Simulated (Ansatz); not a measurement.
## RhC₂: the change of pressure and energy above given cell with volume ratio

Results calculated with Ansatz 0.2.0, not measured. Plane-wave density functional theory, PAW datasets, Gaussian smearing 0.05 eV: equation of state, the given cell scaled in volume with shape and atoms relaxed at each volume.

The cell before it is scaled or strained (space group Fm-3m, No. 225):
```
cell vectors (Å)
   0.0000     2.4412     2.4412
   2.4412     0.0000     2.4412
   2.4412     2.4412     0.0000
atoms (fractions of the cell vectors)
Rh  0.00000  0.00000  0.00000
C   0.25000  0.25000  0.25000
C   0.75000  0.75000  0.75000
```

Settings of every row: paw set soft_2; functional PBEsol; spin treatment none; moment partition spheres; spin axis none; wave cutoff 420 eV; k mesh 12x12x12; symmetry use detected.

Atom hubbard u: 0 on all atoms.

Limits: the cell comes from a prototype or a list of computed structures and needn't be the stable phase.

| row | volume ratio | V (Å³/atom) | pressure (GPa) | energy above given cell (meV per atom) |
| --- | --- | --- | --- | --- |
| 1 | 0.96 | 9.311 | 12.275 | 13.95 |
| 2 | 0.98 | 9.505 | 5.707 | 3.22 |
| 3 | 1 | 9.699 | -0.141 | 0 |
| 4 | 1.02 | 9.893 | ? | ? |
| 5 | 1.04 | 10.087 | -9.978 | 12.8 |

Question: what pressure and energy above given cell should row 4 give?

Worked fit of pressure. Take u = (V_r/V)^(2/3) − 1 with V_r = 9.602 Å³ an atom, which is twice the finite (Eulerian) strain; such expansions in the strain, on which the Birch-Murnaghan equation of state is built, carry the rest volume and the bulk modulus. The shown rows have u = 0.02073, 0.00679, -0.00668, -0.03232. Least squares give pressure = 2.7001 + 434.623 × u + 1311.08 × u² GPa; a straight line predicts inner rows, each left out in turn, worse (root mean square 0.58 against 0.0095 GPa). The rows lie off it by 0.002, -0.005, 0.004, -0.001 (root mean square 0.0034 GPa). The pressure vanishes at u = -0.0063, or V = 9.694 Å³ an atom, and there the bulk modulus with shape and atoms relaxed is B = −V dP/dV = (2/3)(1 + u) dP/du = 277 GPa. The withheld row has u = -0.01971, so the fit gives 2.7001 + 434.623 × (-0.01971) + 1311.08 × (-0.01971)² = -5.357 GPa.

The calculation gave -5.339 GPa. The fit lies 0.018 GPa (0.081 % of the column's range) below it; its largest miss of a shown row is 0.005 GPa.

Worked fit of energy above given cell. Take u = (V_r/V)^(2/3) − 1 with V_r = 9.602 Å³ an atom, which is twice the finite (Eulerian) strain; such expansions in the strain, on which the Birch-Murnaghan equation of state is built, carry the rest volume and the bulk modulus. The shown rows have u = 0.02073, 0.00679, -0.00668, -0.03232. Least squares give energy above given cell = 0.737 + 242 × u + 19040.5 × u² meV per atom; a straight line predicts inner rows, each left out in turn, worse (root mean square 8.4 against 0.077 meV per atom). The rows lie off it by 0.01, -0.04, 0.03, 0.00. Its lowest point lies at u = -0.0064, or V = 9.694 Å³ an atom, and the curvature there gives the bulk modulus with shape and atoms relaxed, B = (4/9)(1 + u)² E″(u)/V = 276 GPa. The withheld row has u = -0.01971, so the fit gives 0.737 + 242 × (-0.01971) + 19040.5 × (-0.01971)² = 3.36 meV per atom.

The calculation gave 3.44 meV per atom. The fit lies 0.08 meV per atom (2.3 % of the value, 0.57 % of the column's range) below it; its largest miss of a shown row is 0.04 meV per atom.
